# Why are electrons hotter than the gas in an applied field, and by how much in an atmospheric nitrogen arc?

**Question.** Textbooks say that the electrons in a discharge are hotter than the gas because they lose only a fraction $2m/M$ of their energy per elastic collision. I have seen $k(T_e-T_g)=Me^2E^2/(3m^2\nu^2)$ quoted for DC and a similar formula with $\nu^2+\omega^2$ for RF, always without proof. Where do the factors come from, why is $T_e$ tabulated against $E/N$, and what does the formula give for a nitrogen arc at 1 atm with a column field of 10 V/cm (1 kV/m)? Is such an arc in LTE?

---

**Answer.** The formula follows from two moment equations, one for electron momentum and one for electron energy. At constant collision frequency they close without any assumption on the shape of the distribution.

## Premises and conventions

SI units. The electron has mass $m$ and charge $-e$ with $e>0$. Heavy particles have mass $M$, density $N$ and an isotropic distribution at temperature $T_g$, at rest on average. $1\ \mathrm{Td}=10^{-21}\ \mathrm{V\,m^2}$.

1. The plasma is uniform, the field $\mathbf E(t)$ is uniform, and there is no magnetic field.
2. The gas is a heat bath, so $T_g$ is given.
3. Electron–heavy collisions are binary and elastic, and the velocities of the two partners are uncorrelated before the collision.
4. The momentum-transfer frequency $\nu=Ng\,\sigma_m(g)$ does not depend on the relative speed $g$. Here $\sigma_m=\int(1-\cos\chi)\,d\sigma$ and $\chi$ is the scattering angle in the centre-of-mass frame.
5. The electron density $n_e$ is constant.

The drift velocity is $\mathbf u=\langle\mathbf v\rangle$, and $T_e$ is defined by the random part of the energy:

$$\bar\varepsilon=\langle\tfrac12mv^2\rangle=\tfrac32kT_e+\tfrac12mu^2 .\tag{1}$$

Electron–electron collisions are allowed. They conserve the total momentum and energy of the electrons and drop out of both moment equations.

## Step 1: one elastic collision

Let the electron have velocity $\mathbf v$ and the heavy particle $\mathbf V$. Define

$$\mathbf G=\frac{m\mathbf v+M\mathbf V}{m+M},\qquad \mathbf g=\mathbf v-\mathbf V,\qquad \mu=\frac{mM}{m+M},$$

so that $\mathbf v=\mathbf G+(\mu/m)\,\mathbf g$. Momentum conservation leaves $\mathbf G$ unchanged. Energy conservation then leaves $|\mathbf g|$ unchanged, so the collision only rotates $\mathbf g$ into $\mathbf g'$ through the angle $\chi$. The electron's momentum changes by $\mu(\mathbf g'-\mathbf g)$. Its energy is $\tfrac12mG^2+\mu\,\mathbf G\cdot\mathbf g+\mu^2g^2/(2m)$, in which only the middle term changes, by $\mu\,\mathbf G\cdot(\mathbf g'-\mathbf g)$.

Scattering is symmetric in azimuth about $\mathbf g$, so the transverse part of $\mathbf g'$ averages to zero and $\mathbf g'-\mathbf g\to-(1-\cos\chi)\,\mathbf g$. Multiplying by the collision rate $Ng\,d\sigma$ and integrating over $\chi$ turns $1-\cos\chi$ into $\nu$:

$$\dot{\mathbf p}\big|_{\rm coll}=-\mu\nu\,\mathbf g,\qquad \dot\varepsilon\big|_{\rm coll}=-\mu\nu\,\mathbf G\cdot\mathbf g .\tag{2}$$

The same $\nu$ governs momentum loss and energy loss. The total collision frequency does not appear.

## Step 2: average over both distributions

By premise 4, $\nu$ comes out of the averages. Since $\langle\mathbf V\rangle=0$, we have $\langle\mathbf g\rangle=\mathbf u$. For the energy,

$$\mathbf G\cdot\mathbf g=\frac{mv^2-MV^2+(M-m)\,\mathbf v\cdot\mathbf V}{m+M}.$$

The cross term averages to $\mathbf u\cdot\langle\mathbf V\rangle=0$ by premise 3, and $\langle MV^2\rangle=3kT_g$. The field adds the force $-e\mathbf E$ and the mean power $-e\mathbf E\cdot\mathbf u$ per electron:

$$m\dot{\mathbf u}=-e\mathbf E-\mu\nu\,\mathbf u,\tag{3}$$

$$\dot{\bar\varepsilon}=-e\mathbf E\cdot\mathbf u-\delta\nu\left(\bar\varepsilon-\tfrac32kT_g\right),\qquad \delta=\frac{2mM}{(m+M)^2}\simeq\frac{2m}{M}.\tag{4}$$

The loss vanishes when $\bar\varepsilon=\tfrac32kT_g$, because the thermal motion of the gas returns energy to the electrons.

## Step 3: the equation for the temperature

The scalar product of (3) with $\mathbf u$ gives $\frac{d}{dt}\tfrac12mu^2=-e\mathbf E\cdot\mathbf u-\mu\nu u^2$. Subtract this from (4), use (1), and write $\Delta T=T_e-T_g$:

$$\tfrac32k\,\Delta\dot T=\left(\mu-\tfrac12\delta m\right)\nu u^2-\delta\nu\,\tfrac32k\,\Delta T .$$

The bracket is $\dfrac{mM}{m+M}-\dfrac{m^2M}{(m+M)^2}=\dfrac{mM^2}{(m+M)^2}=\tfrac12\delta M$. Therefore

$$\tau_\varepsilon\,k\,\Delta\dot T+k\,\Delta T=\tfrac13Mu^2(t),\qquad \tau_\varepsilon=\frac1{\delta\nu}\simeq\frac{M}{2m\nu}.\tag{5}$$

Equation (5) is exact under the premises, for any mass ratio and any $\mathbf E(t)$. The drift adjusts in $1/\nu$ and the temperature in $\tau_\varepsilon$, which is longer by $M/2m$. When the field is switched off, $u$ dies in a few $1/\nu$ and $\Delta T$ then decays as $e^{-t/\tau_\varepsilon}$.

## Step 4: DC field

In a steady state (3) gives $u=eE/(\mu\nu)$ and (5) gives $k\,\Delta T=\tfrac13Mu^2$. With (1) this reads $\bar\varepsilon=\tfrac32kT_g+\tfrac12mu^2+\tfrac12Mu^2$, the Wannier relation of swarm physics. For electrons $\mu=m$ up to a relative correction $m/M$, so

$$\boxed{k(T_e-T_g)=\frac{Me^2E^2}{3m^2\nu^2}}\tag{6}$$

This is the balance of the ohmic gain $e^2E^2/(m\nu)$ against the loss $(2m/M)\,\nu\,\tfrac32k\,\Delta T$. The directed energy is only the fraction $m/M$ of the excess thermal energy $\tfrac12Mu^2$. Dividing by $kT_g$ gives a convenient criterion:

$$\frac{\Delta T}{T_g}=\frac{u^2}{3kT_g/M}.$$

The temperatures separate once the electron drift speed approaches the rms thermal speed of the heavy particles, which is of the order of the sound speed and far below the electron thermal speed.

For a mixture, (2) is summed over species $s$. With $m\ll M_s$ and $\nu=\sum_s\nu_s$, the quantity $\nu/M$ in the loss becomes $\sum_s\nu_s/M_s$, so $k\,\Delta T=e^2E^2/\big(3m^2\nu\sum_s\nu_s/M_s\big)$.

## Step 5: RF field

Take $E=E_0\cos\omega t$, with $E_0$ the peak amplitude, and $\mu=m$. The periodic solution of (3), verified by substitution, is

$$u=-\frac{eE_0}{m}\,\frac{\nu\cos\omega t+\omega\sin\omega t}{\nu^2+\omega^2}=-u_0\cos(\omega t-\varphi),\qquad u_0^2=\frac{e^2E_0^2}{m^2(\nu^2+\omega^2)},\quad\tan\varphi=\frac\omega\nu .$$

Only the in-phase part absorbs power on average, $\overline{-eEu}=e^2E_0^2\nu/[2m(\nu^2+\omega^2)]$. The source in (5) is $\tfrac16Mu_0^2[1+\cos(2\omega t-2\varphi)]$. Equation (5) is linear, a low-pass filter that passes the constant unchanged and multiplies the component at $2\omega$ by $1/(1+2i\omega\tau_\varepsilon)$:

$$k\,\Delta T(t)=\tfrac16Mu_0^2\left[1+\frac{\cos(2\omega t-2\varphi-\psi)}{\sqrt{1+4\omega^2\tau_\varepsilon^2}}\right],\qquad\tan\psi=2\omega\tau_\varepsilon .\tag{7}$$

The cycle average is

$$\boxed{k\,\overline{(T_e-T_g)}=\frac{Me^2E_0^2}{6m^2(\nu^2+\omega^2)}}\tag{8}$$

There are three regimes. For $\omega\ll1/\tau_\varepsilon$ the temperature follows (6) with the instantaneous field and swings between $T_g$ and twice the mean excess. For $1/\tau_\varepsilon\ll\omega\ll\nu$ it is steady and equals the DC value at $E_{\rm rms}=E_0/\sqrt2$. For $\omega\gtrsim\nu$ electron inertia cuts the heating, and (8) equals (6) with the effective field $E_{\rm eff}=E_{\rm rms}\,\nu/\sqrt{\nu^2+\omega^2}$.

## Step 6: why $E/N$ and $\omega/N$

For binary collisions $\nu=NK$, where the rate coefficient $K=g\sigma_m$ is independent of density. Dividing numerator and denominator by $N^2$,

$$k\,\Delta T=\frac{Me^2(E/N)^2}{3m^2K^2},\qquad k\,\overline{\Delta T}=\frac{Me^2(E_0/N)^2}{6m^2\left[K^2+(\omega/N)^2\right]},\qquad N\tau_\varepsilon=\frac{M}{2mK}.$$

In a given gas at given $T_g$, the electron temperature depends on field, frequency and density only through $E/N$ and $\omega/N$. The ripple in (7) obeys the same scaling, since $\omega\tau_\varepsilon=(\omega/N)(N\tau_\varepsilon)$. With $A$ the heavy-particle mass in u,

$$k\,\Delta T\,[\mathrm{eV}]=0.0107\,A\left(\frac{E/N\ [\mathrm{Td}]}{K\ [10^{-13}\,\mathrm{m^3s^{-1}}]}\right)^2 .$$

The scaling survives any speed dependence of $\sigma_m$ and any binary inelastic process, because every collision term of the Boltzmann equation is then proportional to $N$. When Coulomb collisions matter, the ionisation degree $n_e/N$ becomes a further parameter, and the Coulomb logarithm adds a weak dependence on $n_e$ itself.

## Step 7: the distribution, and a speed-dependent $\nu$

So far $T_e$ is only a mean energy. For $m\ll M$ write $f=f_0(v)+f_1(v)\cos\theta$, with $\theta$ measured from $\mathbf E$, and let $a=eE/m$. The steady Boltzmann equation is $-a\,\partial f/\partial v_z=C[f]$. First omit electron–electron collisions and allow $\nu=\nu(v)$.

The $\cos\theta$ part relaxes at the rate $\nu$, by (2), so $-af_0'=-\nu f_1$ and $f_1=af_0'/\nu$. The angular average of the left side is $-\dfrac{a}{3v^2}\dfrac{d}{dv}(v^2f_1)$. Energy changes in small steps of relative size $\sqrt{m/M}$ or less, so the isotropic collision term has Fokker–Planck form:

$$C_0=\frac1{v^2}\frac{d}{dv}\left[v^2\,\frac mM\,\nu\left(vf_0+\frac{kT_g}{m}f_0'\right)\right].\tag{9}$$

The first term is the slowing down $\dot v=-(m/M)\nu v$ that (2) gives for a cold gas. The second is fixed by requiring that a Maxwellian at $T_g$ be stationary without a field. Integrating once, with no particle flux in speed space,

$$\frac{f_0'}{f_0}=-\frac{mv}{kT_g+Ma^2/[3\nu^2(v)]} .\tag{10}$$

This is the Davydov distribution. For constant $\nu$ it is a Maxwellian with $kT_e=kT_g+Me^2E^2/(3m^2\nu^2)$, which reproduces (6) and shows that $T_e$ is a true temperature in that case.

In an arc, electron–electron collisions are much faster than $1/\tau_\varepsilon$ and keep $f_0$ Maxwellian at $T_e$ whatever $\nu(v)$ is, so $f_0'=-(mv/kT_e)f_0$. Multiply (9) by $\tfrac12mv^2\,4\pi v^2dv$ and integrate by parts. The loss per electron is $(m^2/M)\langle\nu v^2\rangle(1-T_g/T_e)$, which with $\langle v^2\rangle=3kT_e/m$ equals $(2m/M)\,\nu_E\,\tfrac32k\,\Delta T$. The drift is $u_z=(4\pi/3n_e)\int v^3f_1dv=-a/\nu_\mu$. The two averages are

$$\nu_E=\frac{\langle v^2\nu\rangle}{\langle v^2\rangle},\qquad\frac1{\nu_\mu}=\frac{\langle v^2/\nu\rangle}{\langle v^2\rangle}.$$

Balancing the gain $e^2E^2/(m\nu_\mu)$ against the loss,

$$k\,\Delta T=C\,\frac{Me^2E^2}{3m^2\nu_E^2},\qquad C=\frac{\nu_E}{\nu_\mu}\ge1,\tag{11}$$

where the inequality is Cauchy–Schwarz. For $\nu\propto v^p$ the Gaussian integrals give $C=\Gamma\!\left(\frac{5+p}2\right)\Gamma\!\left(\frac{5-p}2\right)/\Gamma\!\left(\frac52\right)^2$. A constant cross section has $p=1$, $C=32/(9\pi)=1.13$ and $\nu_E=\tfrac43N\sigma_m\bar v$ with $\bar v=\sqrt{8kT_e/\pi m}$. Coulomb scattering has $p=-3$ and $C=32/(3\pi)=3.40$. That last value ignores the action of electron–electron collisions on $f_1$. The Spitzer–Härm treatment includes it and lowers $C$ to approximately 1.96 for singly charged ions, which I take as an input.

## Range of validity

**Speed dependence.** Equations (6) and (8) hold to relative order $m/M$ for constant $\nu$. Otherwise $\nu$ should be read as $\nu_E(T_e)$, the factor $C$ applies, and (11) is an implicit equation. Let $\Delta T_0$ be its right side evaluated at $T_e=T_g$ and let $\vartheta=T_e/T_g$. For a constant cross section $\nu_E^2\propto T_e$, so $\vartheta(\vartheta-1)=\Delta T_0/T_g$. For Coulomb collisions at fixed $n_e$ and fixed Coulomb logarithm, $\nu_E^2\propto T_e^{-3}$, so $(\vartheta-1)/\vartheta^3=\Delta T_0/T_g$. The left side has its maximum $4/27=0.148$ at $\vartheta=3/2$. Above that value elastic Coulomb losses alone cannot hold $T_e$ steady.

**Inelastic losses.** Consider a transition of energy $\epsilon$ in a species whose level populations are held at $T_g$ by heavy-particle collisions, with lower-level density $n_0$ and excitation rate coefficient $k_{\rm ex}(T_e)$. Detailed balance fixes the superelastic rate, and the net loss per electron is

$$n_0k_{\rm ex}\,\epsilon\left[1-e^{\epsilon/kT_e-\epsilon/kT_g}\right]\simeq\tfrac32k\,\Delta T\,\nu_{\rm in},\qquad\nu_{\rm in}=\tfrac23n_0k_{\rm ex}\left(\frac{\epsilon}{kT}\right)^2\tag{12}$$

for $\Delta T\ll T$ and $\epsilon$ not much above $kT$. This adds to $\delta\nu$ and divides $\Delta T$ by $1+\nu_{\rm in}/(\delta\nu)$. Because $\delta\sim10^{-4}$ or less, one such collision in $10^4$ already competes. Levels populated at $T_e$, which return their energy to the electrons, cause no net loss.

**Locality.** A gradient at constant electron pressure gives $f_1=-(v/\nu)f_0\,(x-\tfrac52)\,\partial_z\ln T_e$ with $x=mv^2/2kT_e$. At constant $\nu$ this carries no particle flux, since $\langle x^2\rangle=\tfrac52\langle x\rangle=\tfrac{15}4$. Its heat flux, with $\langle x^3\rangle=\tfrac{105}8$, defines $\kappa_e=\tfrac52n_ek^2T_e/(m\nu)$. The energy relaxation length is $\lambda_\varepsilon=\sqrt{\kappa_e\tau_\varepsilon/(\tfrac32n_ek)}$. The local balance needs $\kappa_e|\nabla^2T_e|\ll\sigma E^2$, with $\sigma=n_ee^2/(m\nu)$ the conductivity. For a gradient length $L$ this means $(\lambda_\varepsilon/L)^2\ll\Delta T/T_e$, which near LTE is stricter than $\lambda_\varepsilon\ll L$. It fails in sheaths, electrode layers and most low-pressure discharges.

**Other limits.** Escaping radiation and the outward diffusion of ionisation energy drain the electrons without passing through elastic collisions. A magnetic field is negligible only if the electron cyclotron frequency is far below $\nu$. In RF with a temperature-dependent $\nu$, (8) needs $\omega\tau_\varepsilon\gg1$ or a small $\Delta T/T_g$, so that $\nu$ is constant over the cycle.

## Illustration: nitrogen arc column, 1 atm, 1 kV/m

The axial field is uniform across a long steady column, but the gas is not. I take the core, with an assumed $T_e=10^4$ K ($kT_e=0.862$ eV) and a column radius of about 5 mm, typical of a current of the order of a hundred amperes. The state is fixed by $T_e$ because the ionisation balance is very steep in it. At this temperature the feed gas is almost fully dissociated, so the collision partners are N and N$^+$ with $M=14.007$ u and $\delta=7.8\times10^{-5}$. Intermediate values are carried unrounded unless stated.

*Composition.* $p/kT=7.34\times10^{23}\ \mathrm{m^{-3}}$. With the approximate inputs $E_i=14.53$ eV and a partition-function ratio $Z_+/Z_0=2.0$, the Saha equation gives

$$S=\frac{n_e^2}{n_a}=2\,\frac{Z_+}{Z_0}\left(\frac{2\pi mkT}{h^2}\right)^{3/2}e^{-E_i/kT}=4.59\times10^{20}\ \mathrm{m^{-3}} .$$

With $n_a+2n_e=p/kT$ the solution is $n_e=\sqrt{S^2+Sp/kT}-S=1.79\times10^{22}\ \mathrm{m^{-3}}$ and $n_a=6.98\times10^{23}\ \mathrm{m^{-3}}$. The heavy-particle density is $N=n_a+n_e=7.16\times10^{23}\ \mathrm{m^{-3}}$, so $E/N=1.40$ Td.

*Collision frequencies.* For ions $\sigma_m=4\pi b^2\ln\Lambda$ with $b=e^2/(4\pi\epsilon_0mv^2)$. With $\langle1/v\rangle=\sqrt{2m/\pi kT_e}$ the energy-weighted average is

$$\nu_{ei}=\frac{4\sqrt{2\pi}}{3}\,\frac{n_e\,e^4\ln\Lambda}{(4\pi\epsilon_0)^2m^{1/2}(kT_e)^{3/2}} .$$

The electron Debye length is 51.6 nm and $b$ at $mv^2=3kT_e$ is 0.557 nm. The logarithm of their ratio is $\ln\Lambda=4.5$, and I use this rounded value. So small a logarithm makes $\nu_{ei}$ uncertain by a fraction of order $1/\ln\Lambda$. The result is $\nu_{ei}=2.9\times10^{11}\ \mathrm{s^{-1}}$. For atoms I take a typical $\sigma_m\approx5\times10^{-20}\ \mathrm{m^2}$. With $\bar v=6.2\times10^5$ m/s this gives $\nu_{ea}=2.9\times10^{10}\ \mathrm{s^{-1}}$. The sum is $\nu=3.2\times10^{11}\ \mathrm{s^{-1}}$, or $K=4.5\times10^{-13}\ \mathrm{m^3s^{-1}}$.

*Constant-$\nu$ result.*

| quantity | model value |
|---|---|
| drift speed $eE/m\nu$ | $5.5\times10^2$ m/s |
| $k\,\Delta T$ from (6) | 0.014 eV |
| $\Delta T$ | $1.7\times10^2$ K |
| $\Delta T/T_e$ | 1.7 % |
| $1/\nu$ | 3.1 ps |
| $\tau_\varepsilon$ | 40 ns |
| $\lambda_\varepsilon$ | 0.18 mm |
| $\sigma$ | $1.6\times10^3$ S/m |
| $\sigma E^2$ | $1.6\times10^9$ W/m³ |

Thus $T_g\approx9.8\times10^3$ K. Using it in the pressure balance would raise $N$ by about the same small percentage and $n_e$ by about half of it. At mains frequency $T_e$ follows the field instantaneously. At 13.56 MHz and the same rms field, $\omega/\nu=2.6\times10^{-4}$ leaves the mean unchanged, while $2\omega\tau_\varepsilon=6.8$ gives a ripple of 0.15 times the mean excess.

*Size of what was neglected.*

- Speed dependence. Adding the two resistive contributions, which is an approximation, $\nu_\mu\approx\nu_{ei}/1.96+\nu_{ea}/1.13=1.7\times10^{11}\ \mathrm{s^{-1}}$. Then $C=1.8$ and $\Delta T=3.1\times10^2$ K, still far below the Coulomb limit $0.148\,T_g$.
- Electron conduction. $\kappa_e=0.29\ \mathrm{W\,m^{-1}K^{-1}}$. An assumed parabolic fall of 5000 K over 5 mm has $|\nabla^2T|=8.0\times10^8\ \mathrm{K/m^2}$ and removes $2.3\times10^8$ W/m³, or 0.15 of the tabulated Joule power. Diffusion of ionisation energy is typically of similar size.
- Radiation. A typical net emission of about $3\times10^8$ W/m³ is 0.19 of the tabulated Joule power.
- Residual molecules. With rough inputs $n_{\mathrm{N_2}}\approx4\times10^{21}\ \mathrm{m^{-3}}$, $k_{\rm ex}\approx5\times10^{-15}\ \mathrm{m^3s^{-1}}$ and an effective jump of two vibrational quanta, $\epsilon\approx0.6$ eV, (12) gives $\nu_{\rm in}=6.5\times10^6\ \mathrm{s^{-1}}$. This is 0.26 of $\delta\nu=2.5\times10^7\ \mathrm{s^{-1}}$, and it is an upper estimate for these inputs because the vibration is not fully tied to $T_g$. Quenching of metastable N atoms by heavy particles acts in the same direction.

The last three entries multiply $\Delta T$ by roughly $(1-0.15-0.19)/(1+0.26)\approx0.5$, and the first multiplies it by 1.8. The model therefore supports one figure, $\Delta T\approx2\times10^2$ K within about a factor of two.

*The molecular fringe.* At an assumed 5000 K the gas is mostly N$_2$ ($M=28.014$ u, $N=1.47\times10^{24}\ \mathrm{m^{-3}}$) and Coulomb collisions are minor. A typical $\sigma_m\approx1\times10^{-19}\ \mathrm{m^2}$ gives $\nu=8.6\times10^{10}\ \mathrm{s^{-1}}$ at $T_e=T_g$. Equation (6) then yields $\Delta T_0=4.7\times10^3$ K, or $3.0\times10^3$ K from $\vartheta(\vartheta-1)=\Delta T_0/T_g$. Elastic recoil is not the main loss there. One vibrational quantum, $\epsilon\approx0.29$ eV, with a rough $k_{\rm ex}\approx2\times10^{-16}\ \mathrm{m^3s^{-1}}$ and $n_0\approx N$ gives $\nu_{\rm in}=8.9\times10^7\ \mathrm{s^{-1}}$ against $\delta\nu=3.4\times10^6\ \mathrm{s^{-1}}$, a ratio of 26. That brings the separation down to about $2\times10^2$ K. With $M=28$ u and elastic losses only, the formula overshoots by more than an order of magnitude and should not be applied to molecular nitrogen.

All these numbers belong to the model and its assumed inputs. As typical knowledge and not as a measurement, nitrogen at 1 atm and $10^4$ K conducts at about $3\times10^3$ S/m, so the constant-$\nu$ model is low in conductivity and Joule heating by nearly a factor of two, which is the effect described by $C$. The model's answer for the core at 10 V/cm is $T_e-T_g$ of a few per cent of $T_e$ at most, so a single temperature describes it well, and the two temperatures are coupled on a time scale of tens of nanoseconds.